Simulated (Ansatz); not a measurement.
Strength of the C–H bond: C2H5BN → C2H4BN + H

Species: C2H5BN `B[N]C=C`, doublet; C2H4BN `BN=C=C`, singlet; H atom, doublet. 

Shapes, held fixed at every level: PBE0-D4/def2-TZVP. Flexible molecules stand in one conformer, not always the lowest. Programs: Ansatz 0.2.0. The zero-point and thermal change to 298 K, harmonic and unscaled (PBE0-D4/def2-TZVP), is -21.5 kJ/mol.

```tsv
level	kind	ΔH(298 K) (kJ/mol)	CPU time (sum over the molecules)
HF/def2-SVP	Hartree–Fock	+204.8	–
HF/def2-TZVPP	Hartree–Fock	+198.0	–
SPW92/def2-TZVPP	LDA	+208.1	4.6 s
BHLYP-D4/def2-TZVPP	global hybrid	+209.8	11 s
PBE0-D4/def2-TZVPP	global hybrid	+197.4	12 s
r2SCAN0-D4/def2-TZVPP	global hybrid	+214.0	19 s
B2PLYP/def2-TZVPP	double hybrid	+183.9	18 s
```

B2PLYP/def2-TZVPP gives ΔH(298 K) = +183.9 kJ/mol; the levels span +183.9 to +214.0. A fragment pairs its electrons up again, so this isn't a typical strength of such a bond. The median of the levels is +204.8. No measured value is set beside it here. Spin contamination: C2H5BN (⟨S²⟩ up to 0.96). Open shells run unrestricted. B2PLYP/def2-TZVPP lies outside the range of all other levels here, so it shouldn't be taken on trust. Times are processor times on shared x86 and Arm servers, and rough.

Removing the hydrogen on the carbon next to nitrogen turns the radical into a ketenimine, H2B–N=C=CH2. The C–H bond is therefore paid for in part by a new C–N π bond, which is why the cost falls far below that of an ordinary vinylic C–H bond. The gain is incomplete, because the reactant's unpaired electron is already delocalised over the N–C–C unit, and that allyl-like stabilisation is lost.

The number of electron pairs is the same on both sides, so much of the correlation energy probably cancels. This suggests why Hartree–Fock, at +198.0 kJ/mol in the larger basis, falls close to PBE0-D4 at +197.4 kJ/mol, although it usually underbinds badly when a bond breaks into two radicals. The low double-hybrid value may reflect a perturbative term that describes the spin-contaminated reactant less well than the closed-shell product.

The results support a markedly weakened C–H bond, but the reaction enthalpy alone doesn't show how fast hydrogen would be lost, since the barrier also includes that for adding hydrogen back to the ketenimine.
